Dear colleague,

The electron localisation function (ELF) of H$_2$ in a strong magnetic field comes out different when the molecule is moved in the coordinate frame, if one uses the field-free formula. The molecule does not change, so the formula is incomplete. One term cures it, and two basis functions are enough to show exactly how.

**Conventions.** I use atomic units: bohr, hartree, and $B_0=\hbar/(ea_0^2)=2.35\times10^5$ T. The kinetic momentum of an electron is $-i\nabla+\mathbf A$. Everything refers to one spin and, unless I say otherwise, to one Slater determinant with occupied orbitals $\varphi_i$ of that spin:

$$n=\sum_i|\varphi_i|^2,\qquad \tau=\tfrac12\sum_i|\nabla\varphi_i|^2,\qquad \mathbf j_p=\mathrm{Im}\sum_i\varphi_i^*\nabla\varphi_i ,\qquad \tau_W=\frac{|\nabla n|^2}{8n}.$$

Here $\mathbf j_p$ is the paramagnetic particle current and $\tau_W$ the von Weizsäcker term.

## The general statement

A change of gauge sends $\mathbf A\to\mathbf A-\nabla\chi$ and $\varphi_i\to e^{i\chi}\varphi_i$. Since $\nabla\varphi_i\to e^{i\chi}(\nabla\varphi_i+i\varphi_i\nabla\chi)$,

$$n\to n,\qquad \mathbf j_p\to\mathbf j_p+n\nabla\chi,\qquad \tau\to\tau+\mathbf j_p\cdot\nabla\chi+\tfrac12 n|\nabla\chi|^2 .$$

The quantity $|\mathbf j_p|^2/2n$ gains the same two terms, so $\tilde\tau=\tau-|\mathbf j_p|^2/2n$ is invariant. It removes the kinetic energy of the common local drift $\mathbf j_p/n$, which contains the arbitrary part. The same algebra with $\nabla\chi$ replaced by $\mathbf A$ shows that $\tilde\tau=\tfrac12\sum_i|(-i\nabla+\mathbf A)\varphi_i|^2-|\mathbf j|^2/2n$, with the physical current $\mathbf j=\mathbf j_p+n\mathbf A$.

For the bound, note that $\sum_i\varphi_i^*\nabla\varphi_i=\tfrac12\nabla n+i\mathbf j_p$, whose squared modulus is $\tfrac14|\nabla n|^2+|\mathbf j_p|^2$. Lagrange's identity, applied to each Cartesian component, reads $n\sum_i|\nabla\varphi_i|^2-|\sum_i\varphi_i^*\nabla\varphi_i|^2=\sum_{i<j}|\mathbf W_{ij}|^2$ with $\mathbf W_{ij}=\varphi_i\nabla\varphi_j-\varphi_j\nabla\varphi_i$. Dividing by $2n$,

$$D\equiv\tau-\frac{|\nabla n|^2}{8n}-\frac{|\mathbf j_p|^2}{2n}=\frac{1}{2n}\sum_{i<j}|\mathbf W_{ij}|^2\ \ge 0 .$$

So $\tilde\tau\ge\tau_W$ wherever $n>0$. With one orbital the sum is empty and $\tilde\tau=\tau_W$. Conversely $\mathbf W_{ij}=\varphi_i^2\nabla(\varphi_j/\varphi_i)$, so $D=0$ throughout a region means that all orbitals are proportional there.

$D$ has a meaning in terms of electron pairs. Let $\gamma(\mathbf r,\mathbf r')=\sum_i\varphi_i^*(\mathbf r)\varphi_i(\mathbf r')$ and let $h=|\gamma(\mathbf r,\mathbf r+\mathbf s)|^2/n(\mathbf r)$ be the exchange hole, counted positive. Expand $\gamma$ to second order in $\mathbf s$ and average over directions, which removes the linear term and turns $s_as_b$ into $s^2\delta_{ab}/3$:

$$\langle|\gamma|^2\rangle=n^2+\frac{s^2}{3}\Big[\tfrac14|\nabla n|^2+|\mathbf j_p|^2+n\,\mathrm{Re}\sum_i\varphi_i^*\nabla^2\varphi_i\Big].$$

From $\nabla^2n=2\,\mathrm{Re}\sum_i\varphi_i^*\nabla^2\varphi_i+4\tau$ it follows that

$$\langle h\rangle=n+\frac{s^2}{6}\big(\nabla^2n-4D\big)+O(s^4).$$

The conditional density of a second electron of the same spin is $P=n(\mathbf r+\mathbf s)-h$, and $\langle P\rangle=\tfrac23Ds^2+O(s^4)$. The current term in this curvature is associated with Dobson (1993) and with Becke, who used it in exchange-correlation functionals. The ELF of Becke and Edgecombe (1990) measures $D$ against the field-free uniform gas of one spin, where $n=k_F^3/6\pi^2$ and $\tau=k_F^5/20\pi^2$:

$$\mathrm{ELF}=\frac{1}{1+(D/D_0)^2},\qquad D_0=\tfrac{3}{10}(6\pi^2)^{2/3}n^{5/3}=4.558\,n^{5/3}.$$

By "uncorrected" I mean the same expression with $\tau-\tau_W$ in place of $D$.

## The model: two London Gaussians

Put the protons at $x=\pm R/2$, the field $B$ along $z$, across the bond, and the gauge origin at $(X,0,0)$, so that $\mathbf A=\tfrac B2(-y,\,x-X,\,0)$. On each proton $\mathbf K$ place one normalised Gaussian of exponent $a$, times London's phase $e^{-i\mathbf A(\mathbf K)\cdot\mathbf r}$. The kinetic momentum then acts on the Gaussian as if the gauge origin sat on its own nucleus. Multiplying out the exponents gives

$$\omega_\pm=e^{i\chi}\,G\,e^{\pm w},\qquad \chi=\tfrac12BXy,\qquad w=u-iv,\qquad u=aRx,\quad v=ky,\quad k=\tfrac14BR,$$

$$G=\Big(\frac{2a}{\pi}\Big)^{3/4}e^{-a(r^2+R^2/4)} .$$

All dependence on the origin sits in $\chi$. The gradient $\nabla w=(aR,-ik,0)$ is constant, with $q^2=|\nabla w|^2=a^2R^2+k^2$. The overlap is a Gaussian Fourier integral, $S=e^{-aR^2/2}e^{-k^2/2a}=e^{-q^2/2a}$. For $X=0$ inversion exchanges $\omega_+$ and $\omega_-$, so symmetry fixes the orbitals without any energy calculation:

$$\varphi_g=e^{i\chi}G\sqrt{\frac{2}{1+S}}\cosh w,\qquad \varphi_u=e^{i\chi}G\sqrt{\frac{2}{1-S}}\sinh w .$$

**Inputs.** I assume $B=1$ and an unoptimised $R=2$ for both states below. This is longer than the typical field-free singlet bond of about 1.4 bohr, and the formulas hold for any $R$. For the exponent I minimise the energy of one H atom in the field, spin term aside, $E(a)=\tfrac32a-2\sqrt{2a/\pi}+B^2/16a$. The minimum lies at $a=0.283$ for $B=0$ and at $0.449$ for $B=1$, and I use $a=0.45$. Then $aR=0.9$, $k=0.5$, $q^2=1.06$, $S=0.3080$, and $G^2=0.06234$ at the bond midpoint.

## Singlet: one orbital for each spin

With $|\cosh w|^2=\tfrac12(\cosh2u+\cos2v)$ and $\cosh w^*\sinh w=\tfrac12(\sinh2u-i\sin2v)$,

$$n=\frac{G^2(\cosh2u+\cos2v)}{1+S},\qquad \frac{\mathbf j_p}{n}=\frac{(-aR\sin2v,\,-k\sinh2u,\,0)}{\cosh2u+\cos2v}+\big(0,\tfrac12BX,0\big).$$

Writing $\varphi_g=\sqrt n\,e^{i\theta}$ gives $|\nabla\varphi_g|^2=|\nabla\sqrt n|^2+n|\nabla\theta|^2$ and $\mathbf j_p=n\nabla\theta$, that is $\tau=\tau_W+|\mathbf j_p|^2/2n$. Hence $D=0$ and ELF $=1$ wherever $n>0$. The uncorrected quantity is $|\mathbf j_p|^2/2n$, pure drift.

At the midpoint $\nabla n=0$, and $\tau=nB^2X^2/8$ is set entirely by the origin. The physical current vanishes there, because $\mathbf A(0)=(0,-BX/2,0)$ cancels $\mathbf j_p/n$. The symmetric origin $X=0$ repairs only special points. On the line $x=z=0$ the drift is $-aR\tan v$ along $x$. At $y=1$ this is $-0.492$ with $n=0.0298$, and the uncorrected ELF is $0.93$. At $y=2$ it is $-1.40$, and the uncorrected ELF is $0.0015$, although no second electron of that spin exists. The gauge $\chi=-\theta$ would make the orbital real, but it is singular on the nodal lines of $\cosh w$, the nearest of which lie at $x=0$, $y=\pm\pi/2k=\pm3.14$.

## Triplet: two orbitals of one spin

The spin Zeeman term lowers the $M_S=-1$ component of the configuration $\varphi_g\varphi_u$ by about 1 hartree at $B=1$, which makes this state important in strong fields. Adding the two orbital contributions, with $\sinh w^*\cosh w=\tfrac12(\sinh2u+i\sin2v)$ for $\varphi_u$,

$$n=\frac{2G^2(\cosh2u-S\cos2v)}{1-S^2},\qquad \frac{\mathbf j_p}{n}=\frac{(aRS\sin2v,\,-k\sinh2u,\,0)}{\cosh2u-S\cos2v}+\big(0,\tfrac12BX,0\big).$$

In $\mathbf W_{gu}$ the gradients of the common factor $e^{i\chi}G$ cancel, and $\cosh^2w-\sinh^2w=1$ leaves $\mathbf W_{gu}=2e^{2i\chi}G^2\nabla w/\sqrt{1-S^2}$. Therefore

$$D=\frac{|\mathbf W_{gu}|^2}{2n}=\frac{G^2\,(a^2R^2+B^2R^2/16)}{\cosh2u-S\cos2v}.$$

This is positive everywhere and free of $X$. It does depend on $B$, through $q^2$, $S$ and $v$: gauge invariance does not mean independence of the field. No gauge removes the current here, since the curl of $\mathbf j_p/n$ is invariant, and at the midpoint its $z$ component is $-2aRk(1+S)/(1-S)=-1.70$.

The pair density is also closed. The determinant amplitude is $\varphi_g\varphi_u'-\varphi_u\varphi_g'=2e^{i(\chi+\chi')}GG'\sinh(w'-w)/\sqrt{1-S^2}$, primes marking $\mathbf r+\mathbf s$, so

$$P=\frac{2G^2G'^2\,[\cosh(2aRs_x)-\cos(2ks_y)]}{(1-S^2)\,n}.$$

For small $s$ the bracket is $2a^2R^2s_x^2+2k^2s_y^2$, with average $\tfrac23q^2s^2$. Thus $\langle P\rangle=4G^4q^2s^2/[3(1-S^2)n]=\tfrac23Ds^2$, as the general expansion demands. The field opens the hole along $y$, where without it $P$ has no second-order term.

## Numbers

At the midpoint $\varphi_u=0$, so both states have the spin density $n=2G^2/(1+S)=0.09533$ and $D_0=0.09066$. The triplet has $D=G^2q^2/(1-S)=0.09549$ and $D/D_0=1.053$. In both states $\tau_W=0$ and $|\mathbf j_p|^2/2n=nB^2X^2/8$. The model's values, $\tau$ in hartree/bohr$^3$, are:

| $X$ (bohr) | singlet $\tau$ | uncorrected ELF | ELF | triplet $\tau$ | uncorrected ELF | ELF |
|---|---|---|---|---|---|---|
| 0 | 0 | 1 | 1 | 0.0955 | 0.474 | 0.474 |
| 1 | 0.0119 | 0.983 | 1 | 0.1074 | 0.416 | 0.474 |
| 3 | 0.1072 | 0.417 | 1 | 0.2027 | 0.167 | 0.474 |
| 5 | 0.2979 | 0.085 | 1 | 0.3934 | 0.050 | 0.474 |

Moving the origin by five bohr turns the uncorrected singlet midpoint from fully localised to almost wholly delocalised. The corrected columns stand still.

At the proton $x=1$ of the triplet all three terms are present. There $n=0.1568$ and $D_0=0.2078$, and for $X=0$

$$D=\tau-\tau_W-\frac{|\mathbf j_p|^2}{2n}=0.03141-0.00016-0.02165=0.00960 ,$$

which is what the closed form gives with $u=0.9$, $v=0$. The current term is more than twice $D$ itself. The ELF is $0.998$ at either proton. Uncorrected, it is $0.978$ at both for $X=0$, while an origin on the right-hand proton gives $0.998$ there and $0.836$ at the left. The uncorrected function makes two equivalent atoms look different.

## What is exact and what is the model's

The invariance, the bound, the equality for one orbital and the factor $\tfrac23$ hold for any determinant, and the model satisfies them identically. The triplet values belong to the model, and their three figures serve only the comparison between gauges. The midpoint ELF falls from $0.47$ to $0.12$ if $R=3$ is assumed. The field squeezes the atom more across $\mathbf B$ than along it, which a spherical Gaussian ignores. A separate exponent $a_z$ along the field changes only the normalisation in the plane $z=0$, where $G^2\propto a_z^{1/2}$ and so $D/D_0\propto a_z^{-1/3}$. Leaving $a_z$ at $0.283$ gives $0.40$ at the midpoint, so even the first figure is soft. A Gaussian also lacks the nuclear cusp. Its density at the nucleus, $(2a/\pi)^{3/2}=0.153$, is about half the exact field-free value for the H atom, $1/\pi=0.318$, so the model's $n$ and $D_0$ at the protons are too low, and its tiny $\tau_W$ there is an artefact of the flat top.

Three limits of the statement itself deserve care. First, $D_0$ is a convention: a uniform gas in the field is Landau quantised and has another kinetic energy density, so ELF $=\tfrac12$ means "like the field-free gas". Second, for a correlated state one may define $n$, $\tau$ and $\mathbf j_p$ with natural orbitals and occupations $f_i$. Replacing $\varphi_i$ by $\sqrt{f_i}\varphi_i$ keeps the invariance and the bound, but the singlet then has several orbitals for each spin and loses the equality, and the link to the pair density was derived for a determinant only. Third, one orbital has $\mathbf j_p/n=\nabla\theta$, free of curl away from nodes. A correlated singlet whose $\mathbf j_p/n$ has a curl cannot have both its $n$ and its $\mathbf j_p$ reproduced by a doubly occupied Kohn-Sham orbital.

The lesson carries over to functionals. A meta-GGA that recognises one-orbital regions by $\tau_W/\tau=1$ must use $\tau_W/\tilde\tau$ in a field. That ratio is invariant, never exceeds one, and equals one for a single orbital.

Your magnets do not reach $B_0$, but a pair of shallow donors in GaAs is the same orbital problem for the envelope functions. With the typical values $m^*=0.067$, $\epsilon_r=12.9$ and $g^*=-0.44$, the length unit becomes $a_0\epsilon_r/m^*=10.2$ nm and the field unit $B_0(m^*/\epsilon_r)^2=6.3$ T. In this effective-mass model my numbers describe two donors $20$ nm apart at $6.3$ T, with the same shortcomings of the Gaussian basis. The spin term does not scale in the same way: it is $g^*\mu_BBM_S$, and since $g^*$ is negative the level it lowers is $M_S=+1$, the opposite component from H$_2$. The shift is $|g^*|m^*/2=0.015$ effective hartree instead of about one, so the order of singlet and triplet must be worked out afresh. The expressions for $D$ in each state do not depend on that order.

With best regards